## Polaron self-interaction error from the curvature of $E(q)$

A small polaron binds an excess carrier in a gap level created by a local lattice distortion. The exact ground-state energy at fixed nuclei is linear in the electron number between integers, while approximate density functionals give a curved function. This section expresses the curvature through the polaron level at two charges and follows it into the formation energy. The word error denotes the departure from exact linearity.

### Conventions and premises

Energies are in eV and lengths in Å. The excess charge in units of $e>0$ is $q=N_0-N$, with $N_0$ the electron number of the neutral crystal. The polaron has charge $Q=-1$ (electron) or $Q=+1$ (hole), and $q$ runs from $0$ to $Q$. With $f$ the occupation of the polaron spin orbital, $f=-q$ for an electron and $f=1-q$ for a hole, so $df/dq=-1$ in both cases. The premises are:

- **P1.** The nuclei stay at the geometry $\mathbf R_Q$ relaxed for charge $Q$, for every $q$.
- **P2.** The energy depends on orbitals and occupations only through $\gamma=\sum_i f_i|\phi_i\rangle\langle\phi_i|$ (per spin) and is differentiable in $\gamma$. Semilocal, DFT+$U$ and hybrid functionals in the generalized Kohn-Sham scheme have this form.
- **P3.** One localized spin orbital $\phi_p$ takes the fractional charge. Its level $\epsilon_p(q)$ stays in the gap and is continuous in $q$.
- **P4.** $\epsilon_p(q)$ is linear in $q$ between $0$ and $Q$.
- **P5.** Energies and levels refer to one isolated polaron.

By P3, $\epsilon_p(0)$ of an electron polaron is the empty gap level of the neutral crystal in the distorted geometry, and it equals the limit $q\to0^-$.

### Exact linearity

A fractional electron number is defined by an ensemble with weights $p_M\ge0$ on states of integer number $M$ and ground-state energies $E_M$, with $\sum_M p_M=1$ and $\sum_M p_M M=N+f$, $0\le f\le1$. Assume $E_{M-1}+E_{M+1}\ge2E_M$ for all $M$. The straight line $\ell(M)$ through the points at $N$ and $N+1$ then lies on or below every $E_M$, so $\sum_M p_ME_M\ge\sum_Mp_M\,\ell(M)=\ell(N+f)$. The weights $p_N=1-f$, $p_{N+1}=f$ reach this bound. The exact energy is therefore piecewise linear (Perdew, Parr, Levy and Balduz, 1982), and on the polaron segment

$$E_{\rm ex}(q)=E_{\rm ex}(0)+\frac qQ\left[E_{\rm ex}(Q)-E_{\rm ex}(0)\right].\tag{1}$$

### Janak's theorem

Define the one-particle Hamiltonian by $\delta E={\rm Tr}[H\,\delta\gamma]$. At given occupations the orbitals make $E$ stationary under orthonormality, $f_iH|\phi_i\rangle=\sum_j\lambda_{ji}|\phi_j\rangle$ with Hermitian multipliers $\lambda$. Projection on $\phi_j$ and Hermiticity give $(f_i-f_j)\langle\phi_j|H|\phi_i\rangle=0$. Orbitals of different occupation do not mix, and orbitals of equal occupation can be rotated among themselves without changing $\gamma$, so $H\phi_i=\epsilon_i\phi_i$ may be taken. A dot denotes $d/df$ along the self-consistent solution:

$$\frac{dE}{df}={\rm Tr}[H\dot\gamma]=\langle\phi_p|H|\phi_p\rangle+\sum_if_i\epsilon_i\left(\langle\dot\phi_i|\phi_i\rangle+\langle\phi_i|\dot\phi_i\rangle\right).$$

The bracket is the derivative of the norm $\langle\phi_i|\phi_i\rangle=1$ and vanishes. Hence $dE/df=\epsilon_p$ (Janak, 1978), with all orbital relaxation included, and with $df/dq=-1$

$$\frac{dE}{dq}=-\epsilon_p(q).\tag{2}$$

Equations (1) and (2) together require a level independent of $q$ inside the segment. The curvature

$$\kappa(q)=\frac{d^2E}{dq^2}=-\frac{d\epsilon_p}{dq}=\frac{d\epsilon_p}{df}\tag{3}$$

measures the many-body self-interaction of the polaron. For $\kappa>0$ the level rises as it is filled.

### Why the level is nearly linear

Take the electron polaron and expand about $f=0$. Let the vector $x$ hold the rotations of the filled valence orbitals into empty ones. To second order in $(f,x)$,

$$E=E(0)+f\epsilon_p(0)+\tfrac12Jf^2+f\,g^{T}x+\tfrac12x^{T}Ax .$$

No term linear in $x$ alone appears because the neutral state is stationary, and $A$ is positive definite because it is stable. $J$ is the Hartree-exchange-correlation kernel taken twice with $|\phi_p|^2$, and $g$ couples that density to the valence response. Stationarity gives $x=-fA^{-1}g$, and substitution gives

$$E=E(0)+f\epsilon_p(0)+\tfrac12\kappa f^2,\qquad\kappa=J-g^TA^{-1}g .\tag{4}$$

The curvature is the self-repulsion of the polaron, screened by the electrons only, since the ions are frozen. At this order it is constant, which is P4.

The relaxation of $\phi_p$ itself enters one order higher. Mixing an amplitude $y$ of an empty state lying $\Delta$ above $\epsilon_p(0)$ costs $f\Delta y^2$, and the self-repulsion drives it through a term $f^2g_py$. Minimizing gives $y=-fg_p/2\Delta$ and an energy $-f^3g_p^2/4\Delta$. P4 needs this term, and the third-order terms of exchange and correlation, to be small beside $\kappa f^2/2$.

### The energy and its departure from a straight line

By P4 and Eq. (3),

$$\epsilon_p(q)=\epsilon_p(0)-\kappa q,\qquad\kappa=-\frac{\epsilon_p(q)-\epsilon_p(0)}{q}\quad(q\ne0).\tag{5}$$

Integration of Eq. (2) gives $E(q)=E(0)-\int_0^q\epsilon_p(q')\,dq'=E(0)-q\epsilon_p(0)+\tfrac12\kappa q^2$. Replacing $\kappa q$ by $\epsilon_p(0)-\epsilon_p(q)$,

$$E(q)=E(0)-\frac q2\left[\epsilon_p(0)+\epsilon_p(q)\right].\tag{6}$$

This is the trapezoidal rule, exact for a linear integrand. The linear segment that keeps the energy and the level of the neutral state is the tangent at $q=0$, $E_{\rm tan}(q)=E(0)-q\epsilon_p(0)$. Subtracting it from Eq. (6),

$$D(q)\equiv E(q)-E_{\rm tan}(q)=-\frac q2\left[\epsilon_p(q)-\epsilon_p(0)\right]=\frac12\kappa q^2.\tag{7}$$

For $q\neq0$ the prefactor is nonzero, so $D(q)=0$ if and only if $\epsilon_p(q)=\epsilon_p(0)$. By Eq. (5) this holds at one nonzero $q$ if and only if $\kappa=0$, and then it holds on the whole segment. The sign of $D$ is that of $\kappa$ for electrons and holes alike.

The tangent differs from the chord, the interpolation (1) between the integer energies of the same functional. From Eq. (6), $E_{\rm ch}(q)=E(0)-q[\epsilon_p(0)+\epsilon_p(Q)]/2=E(0)-q\epsilon_p(0)+\tfrac12\kappa Qq$, so

$$E(q)-E_{\rm ch}(q)=\tfrac12\kappa\,q\,(q-Q),\tag{8}$$

which vanishes at both integers and equals $-\kappa/8$ at $q=Q/2$. Likewise $E(Q)-E(0)+Q\epsilon_p(Q)=-\kappa Q^2/2$, so the generalized Koopmans condition $E(Q)-E(0)=-Q\epsilon_p(Q)$ is one more form of $\kappa=0$. Under P4 all these conditions coincide. None of them fixes the slope: $\kappa=0$ is necessary for exactness and not sufficient.

### Formation energy and the choice of the tangent

Let $E_{\rm ref}$ be the energy of the neutral pristine crystal and $\epsilon_b$ its band edge (conduction minimum for $Q=-1$, valence maximum for $Q=+1$). A band state spread over a large crystal has vanishing density everywhere, so its curvature tends to zero and the free carrier has the energy $E_{\rm ref}-Q\epsilon_b$. With $\Delta E_{\rm lat}=E(0)-E_{\rm ref}$ the cost of the distortion in the neutral crystal, Eq. (7) gives

$$E_f=E(Q)-E_{\rm ref}+Q\epsilon_b=E_f^{\rm tan}+\tfrac12\kappa Q^2,\qquad E_f^{\rm tan}=\Delta E_{\rm lat}+Q\left[\epsilon_b-\epsilon_p(0)\right].\tag{9}$$

A positive curvature penalizes the localized state and leaves the band state untouched. Reading $D(Q)$ as the self-interaction part of $E_f$ assumes that removing the curvature changes neither $\Delta E_{\rm lat}$ nor $\epsilon_p(0)-\epsilon_b$. This is an extra premise, and a Hubbard correction shows what it means. Take $E_U=\tfrac U2\sum_I{\rm Tr}[n_I-n_I^2]$ in the polaron spin channel, with $n_I$ the occupation matrix of the $d$ shell on site $I$. For frozen orbitals, filling a state whose projection on that shell is the vector $a_I$, of weight $w_I=a_I^\dagger a_I$, gives $n_I=n_I^0+fa_Ia_I^\dagger$. Since ${\rm Tr}\,n_I^2={\rm Tr}(n_I^0)^2+2fa_I^\dagger n_I^0a_I+f^2w_I^2$,

$$\frac{dE_U}{df}=U\sum_I\left[\tfrac12w_I-a_I^\dagger n_I^0a_I\right]-Uf\sum_Iw_I^2 .\tag{10}$$

For a polaron on one site with weight $w$ the curvature becomes $\kappa-Uw^2$ and vanishes at $U^*=\kappa/w^2$. For a band state with total weight $w_b$ on $N_s$ sites the last sum is $w_b^2/N_s\to0$. The first sum shifts both empty levels. If polaron and band edge have the same $d$ character the two shifts are equal, $\epsilon_p(0)-\epsilon_b$ is unchanged, and at $U^*$ the level measured from the band edge stays at its neutral value for all $q$. If in addition $E_U[n^0]$ is the same in both geometries, the tuned functional returns $E_f^{\rm tan}$. The tangent is thus the natural reference when energies are counted from the band edge, to the extent that these two conditions hold.

### Periodic images

A charged supercell with a neutralizing background violates P5. Treat the crystal as an isotropic dielectric with electronic and static permittivities $\varepsilon_\infty$ and $\varepsilon_s$, and set $\eta=\varepsilon_\infty/\varepsilon_s$ and $k=e^2/4\pi\varepsilon_{\rm vac}=14.40$ eV Å. Far from the relaxed polaron the potential energy of a unit charge is $kQ/\varepsilon_sr$. Written as $k(Q+Q_{\rm pol})/\varepsilon_\infty r$, it defines the charge $Q_{\rm pol}=-Q(1-\eta)$ that represents the ionic polarization. By P1 this charge is frozen, so at charge $q$ the net monopole is $q+Q_{\rm pol}$, screened by $\varepsilon_\infty$.

For Gaussian unit charges with Fourier transform $e^{-\sigma^2G^2/2}$ on a simple cubic lattice of side $L$ and volume $\Omega=L^3$, Ewald's decomposition of the lattice sum reads, for $\sigma\ll L$,

$$\frac{4\pi}{\Omega}\sum_{G\ne0}\frac{e^{-\sigma^2G^2}}{G^2}=\frac1{\sigma\sqrt\pi}-\frac{\alpha_M}{L}+\frac{4\pi\sigma^2}{\Omega},\qquad\alpha_M=2.837 .\tag{11}$$

The left side is twice the electrostatic energy per cell, the first term on the right is twice the self-energy of the isolated charge, and $\alpha_M$ is the Madelung constant. Keeping the $1/L$ term, define $M=\alpha_Mk/\varepsilon_\infty L$. The isolated energy exceeds the cell energy by $M(q+Q_{\rm pol})^2/2$ plus a constant from the frozen ionic distortion. The constant follows from $q=Q$, where the ions are relaxed, the screening is $\varepsilon_s$, and the difference must be $\eta MQ^2/2$. With $Q+Q_{\rm pol}=\eta Q$,

$$E_{\rm cor}(q)=\frac M2\left[\eta(1-\eta)Q^2+(q+Q_{\rm pol})^2\right],\qquad\epsilon_{\rm cor}(q)=-\frac{dE_{\rm cor}}{dq}=-M(q+Q_{\rm pol}),\tag{12}$$

both to be added to cell values. Equation (2) holds in the cell as well, so

$$\kappa=\kappa_{\rm cell}+M .\tag{13}$$

At the integers $E_{\rm cor}(0)=M(1-\eta)Q^2/2$ and $E_{\rm cor}(Q)=M\eta Q^2/2$. In a strongly polar crystal ($\eta\ll1$) the neutral cell in the polaron geometry needs the larger correction. Equal levels in an uncorrected cell mean $\kappa=M$, and linearity is then only apparent. Aligning the potential with the pristine crystal shifts both levels equally and leaves $\kappa$ unchanged.

### Range of validity

*Nonlinear level.* Equation (2) needs only P1 to P3, and two integrations of Eq. (3) give $D(q)=\int_0^q(q-q')\kappa(q')\,dq'$. If $\kappa$ is continuous and keeps one sign, both $D(q)=0$ and $\epsilon_p(q)=\epsilon_p(0)$ force $\kappa\equiv0$ between $0$ and $q$, and the equivalence survives without P4. If $\kappa$ changes sign, equal end levels no longer imply $D=0$. For a level with constant second derivative $\epsilon_p''$, direct integration adds $q^3\epsilon_p''/12$ to the right side of Eq. (6). The bowing $\delta=\epsilon_p(q/2)-[\epsilon_p(0)+\epsilon_p(q)]/2$ equals $-q^2\epsilon_p''/8$, so the added term is $-2q\delta/3$. One calculation at half charge tests P4.

*Level crossing.* If $\epsilon_p(q)$ reaches the band edge before $q=Q$, further charge goes into band states, the partly filled level is pinned, P3 fails and $\kappa$ appears too small. Near such a crossing the cubic term found above grows. Degenerate $d$ orbitals that share the charge also violate P3.

*Geometry.* With ions relaxed at each $q$, Eq. (2) still holds because the forces vanish, but the lattice joins $x$ in Eq. (4) and lowers $\kappa$ by a physical relaxation term. That curvature is no measure of self-interaction.

*Size of the polaron.* Equations (12) and (13) need a charge small against the cell. For large polarons the last term of Eq. (11) is no longer a small correction.

*Scope.* $D$ concerns one orbital at one geometry. It says nothing about the band gap, about $\Delta E_{\rm lat}$, or about nuclear quantum and thermal motion.

### Illustration: electron polaron on V in BiVO$_4$

The excess electron occupies a V $3d$ orbital, turning V$^{5+}$ ($d^0$) into V$^{4+}$ ($d^1$), with $Q=-1$. Approximate material inputs are a volume of 310 Å$^3$ for the 24-atom conventional cell of the monoclinic scheelite structure, $\varepsilon_\infty\approx5.8$ and $\varepsilon_s\approx65$. The nearly cubic $2\times2\times1$ supercell of 96 atoms has $\Omega=1240$ Å$^3$ and is replaced by a cube of side $L=10.74$ Å. Then $\eta=0.089$, $Q_{\rm pol}=+0.911$ and

$$M=\frac{2.837\times14.40}{5.8\times10.74}\ {\rm eV}=0.66\ {\rm eV}.$$

The cell values of the two levels and of $\Delta E_{\rm lat}$ below are illustrative inputs for a semilocal functional, not results of a calculation. They were chosen so that both levels lie in the gap and the tangent binding is near half an eV, a typical size for this polaron in functionals tuned to linearity. Levels are measured from the conduction minimum, $\epsilon_b=0$, and unrounded values are carried through.

| quantity (eV) | cell | correction | isolated |
|---|---|---|---|
| $\epsilon_p(0)$ | $-1.05$ | $-0.60$ | $-1.65$ |
| $\epsilon_p(-1)$ | $-0.15$ | $+0.06$ | $-0.09$ |
| $\Delta E_{\rm lat}$ | $0.85$ | $+0.30$ | $1.15$ |
| $\kappa=\epsilon_p(-1)-\epsilon_p(0)$ | $0.90$ | $+0.66$ | $1.56$ |
| $D(-1)=\kappa/2$ | $0.45$ | $+0.33$ | $0.78$ |
| $E_f^{\rm tan}=\Delta E_{\rm lat}+\epsilon_p(0)$ | $-0.20$ | $-0.30$ | $-0.50$ |
| $E_f=E_f^{\rm tan}+D(-1)$ | $0.25$ | $+0.03$ | $0.28$ |

The corrections in the first three rows are $-M(1-\eta)$, $+M\eta$ and $M(1-\eta)/2$ from Eq. (12). In the last row the correction assembled from levels equals $E_{\rm cor}(-1)=M\eta/2$, the static-screening correction of a relaxed charge, as consistency requires. At half filling the isolated energy lies $\kappa/8=0.19$ eV below the chord, by Eq. (8).

The image term is 42 per cent of the isolated curvature and cannot be dropped. With an illustrative weight $w=0.7$, Eq. (10) gives $U^*=3.2$ eV from the isolated curvature and $1.8$ eV from the cell value, both in the frozen-orbital approximation. The neglected terms limit the second decimal. The last term of Eq. (11), screened by $\varepsilon_\infty$, lowers the isolated $\kappa$ by $4\pi\sigma^2k/\varepsilon_\infty\Omega=0.025$ eV for $\sigma=1$ Å. A bowing $\delta=0.03$ eV would add $0.02$ eV to $E(-1)$, and a larger one is possible because the filled level lies close to the band edge.

The image term is larger still in a gate oxide with weaker electronic screening. For a hole polaron on O in monoclinic HfO$_2$ ($Q=+1$, so $\epsilon_p(+1)=\epsilon_p(0)-\kappa$), an approximate volume of 138 Å$^3$ per 12-atom cell and $\varepsilon_\infty\approx4.5$ give, for 96 atoms, $\Omega=1104$ Å$^3$, an equivalent cube of side $10.34$ Å and $M=0.88$ eV. Tuning to equal levels in the uncorrected cell would leave $D(+1)=0.44$ eV in this dielectric model.

For the BiVO$_4$ inputs, the model's self-interaction energy is about $0.8$ eV. It turns a polaron bound by about $0.5$ eV on the tangent into a state about $0.3$ eV above the free carrier, so within this model the curved functional prefers the delocalized electron.